The orbital energies listed here for the two semi-local functionals, SPW92 and revPBE, agree to within 0.34 eV, yet this agreement does not make them reliable. Both put the highest occupied level (HOMO) about 3 eV too high to stand for an ionisation energy. They agree because they share an error: an electron in either method interacts with itself. CAM-B3LYP, which contains part of the exact exchange, removes much of this error for the HOMO. In the basis used here it also nearly doubles the gap to the lowest empty level (LUMO).

Orbital energies of CH7NOSi (SMILES OCN[SiH3]) in the gas phase, calculated with Ansatz 0.2.0 using SPW92 (LDA), revPBE and CAM-B3LYP in the def2-TZVPP basis at the PBE0-D4/def2-TZVP geometry. Orbitals are numbered by energy within each method, with the HOMO as 0 and the LUMO as 1, so one index may denote different orbitals in different methods.

```tsv
orbital index	SPW92 (eV)	revPBE (eV)	CAM-B3LYP (eV)	CAM-B3LYP less SPW92 (eV)
-9	-13.90	-13.71	-17.28	-3.38
-8	-13.33	-13.10	-16.51	-3.19
-7	-11.43	-11.23	-14.50	-3.07
-6	-11.03	-10.85	-14.12	-3.09
-5	-10.20	-10.06	-13.28	-3.08
-4	-8.58	-8.48	-11.47	-2.89
-3	-8.50	-8.42	-11.38	-2.87
-2	-8.10	-7.99	-11.00	-2.90
-1	-6.87	-6.66	-9.88	-3.01
0	-5.98	-5.80	-8.66	-2.68
1	-0.72	-0.38	1.23	1.95
2	0.23	0.56	2.22	1.99
3	0.54	0.75	2.36	1.81
```

**How the failure shows**

The first sign is the HOMO, orbital index 0. In an exact theory its energy is minus the ionisation energy, the cost of removing one electron. Most small amines and alcohols need roughly 9 eV or more, a recalled size and not a result of these calculations. SPW92 offers only 5.98 eV, and the gradient correction in revPBE lowers this to 5.80 eV. The more elaborate semi-local functional therefore moves slightly further from a sensible value.

The second sign is that the levels do not move together. From SPW92 to CAM-B3LYP every listed occupied level falls and every listed empty level rises. Suppose that SPW92 had merely the wrong zero of energy. Shifting its ladder by $-2.68$ eV, so that the HOMO agrees by construction, would then bring the LUMO into line as well:

$$-0.72\ \text{eV} - 2.68\ \text{eV} = -3.40\ \text{eV}.$$

CAM-B3LYP has the LUMO at $+1.23$ eV, so the shifted level is 4.63 eV too low. The other occupied levels fare better, with misses of at most 0.7 eV, as the output printed after the text shows. A common shift thus repairs most of the occupied ladder but leaves the gap as it was. The two methods must therefore differ in how they place the empty orbitals relative to the filled ones.

**Why filled and empty levels err in opposite directions**

In the three methods compared here, an orbital energy is the slope of the total energy as the occupation $f$ of that orbital changes. For the HOMO or the LUMO the exact energy runs in a straight line from $f=0$ to $f=1$, so its slope equals the energy difference between the two ends. A semi-local functional can have both ends nearly right and still sag in between. The simplest such curve is

$$E(f) = E(0) + s f - \tfrac{1}{2}U f(1-f),$$

where $s$ is the true energy difference and $U$ measures the sag. Its slope is $s+U/2$ at the full end and $s-U/2$ at the empty end. The HOMO is read at the full end and comes out too high; the LUMO is read at the empty end and comes out too low.

The sag comes from self-interaction. The repulsion of an electron cloud with itself grows as $f^2$, and exchange should cancel it at every $f$. Exact exchange also grows as $f^2$ and does so. In the local approximation exchange grows only as $f^{4/3}$ for a cloud of fixed shape. If the two cancel at $f=1$, exchange is too strong at half occupation and pulls the energy below the straight line. This picture of a lone cloud explains the high HOMO. The LUMO is empty and has no self-interaction yet, but the local exchange potential of the filled orbitals attracts it more strongly than exact exchange with them would.

The hydrogen atom shows the same fault with a single electron. Semi-local functionals give its total energy nearly right but place its level roughly 7 eV below zero instead of 14 eV (recalled values). Since hydrogen has no second electron, this error can only be self-interaction.

**Where the error is largest**

A compact cloud repels itself more strongly than a spread-out one, so tightly held electrons should shift most. The calculation bears this out for the cores: the 1s level falls by about 13 eV for carbon and 16 eV for oxygen, against about 3 eV for the listed valence levels. About a quarter of the fall in these two cores already appears with revPBE, which has no exact exchange. CAM-B3LYP keeps only 19 % of exact exchange at short range, where the core electrons are, so much of their error should remain. Among the valence levels the trend is less regular. Orbital index $-1$ falls by 3.01 eV, more than the three levels just below it, perhaps because it is more localised; its shape was not examined.

**How far CAM-B3LYP can be trusted**

An electron far outside the molecule should feel the attraction of the single positive charge left behind. Semi-local potentials fade much too quickly there, whereas CAM-B3LYP keeps 65 % of the exact exchange that supplies this attraction. It is a better guide to the HOMO, but not an exact reference. It also differs from the other two methods in its remaining exchange and correlation terms, so the shifts in the table are not a pure measure of exact exchange.

The gap needs more care. Even the exact Kohn–Sham potential would give a gap smaller than the difference between ionisation energy and electron affinity. That potential jumps up by a constant as an electron is added, and the LUMO of the neutral molecule misses the jump. The small gap of 5.26 eV in SPW92 is therefore not wholly the functional's fault. The positive LUMO of CAM-B3LYP belongs to an unbound electron that the finite basis holds near the molecule, and so do the levels with indices 2 and 3 in all three methods. Their values depend on the basis and are no electron affinities. With more diffuse basis functions the CAM-B3LYP LUMO should sink towards zero, where the unbound states begin. The gap would then shrink towards the depth of the HOMO, 8.66 eV, and the miss of 4.63 eV would shrink as well, but neither would vanish.

Output of the analysis:

```
Steps between the methods in eV:
  row  revPBE less SPW92  CAM-B3LYP less revPBE  SPW92 aligned at HOMO less CAM-B3LYP
   -9               0.19                  -3.57                                   0.7
   -8               0.23                  -3.41                                   0.5
   -7                0.2                  -3.27                                  0.39
   -6               0.18                  -3.27                                  0.41
   -5               0.14                  -3.22                                   0.4
   -4                0.1                  -2.99                                  0.21
   -3               0.08                  -2.96                                   0.2
   -2               0.11                  -3.01                                  0.22
   -1               0.21                  -3.22                                  0.33
    0               0.18                  -2.86                                     0
    1               0.34                   1.61                                 -4.63
    2               0.33                   1.66                                 -4.67
    3               0.21                   1.61                                  -4.5
HOMO-LUMO gap in SPW92 (eV): 5.26
HOMO-LUMO gap in revPBE (eV): 5.42
HOMO-LUMO gap in CAM-B3LYP (eV): 9.89
Gap change from SPW92 to revPBE (eV): 0.16
Gap change from SPW92 to CAM-B3LYP (eV): 4.63
Share of the latter gap change due to the HOMO (%): 57.88
Smallest lowering of a listed occupied level from SPW92 to CAM-B3LYP (eV): 2.68
Largest lowering of a listed occupied level from SPW92 to CAM-B3LYP (eV): 3.38
Smallest rise of a virtual level from SPW92 to CAM-B3LYP (eV): 1.81
Largest rise of a virtual level from SPW92 to CAM-B3LYP (eV): 1.99
Spacing between index -1 and the HOMO in SPW92 (eV): 0.89
Spacing between index -1 and the HOMO in CAM-B3LYP (eV): 1.22
Span of the ten listed occupied levels in SPW92 (eV): 7.92
Span of the ten listed occupied levels in CAM-B3LYP (eV): 8.62
Extra lowering of index -1 over the mean of -4 to -2 (eV): 0.1233
Shift of the uppermost omitted valence level (eV): -3.801
Shift of the middle omitted valence level (eV): -4.358
Shift of the deepest valence level (eV): -4.657
Shift of the carbon 1s level (eV): -12.74
Shift of the nitrogen 1s level (eV): -14.15
Shift of the oxygen 1s level (eV): -16.06
Rough shortfall of the SPW92 HOMO against a recalled ionisation energy of 9 eV (eV): 3.02
```
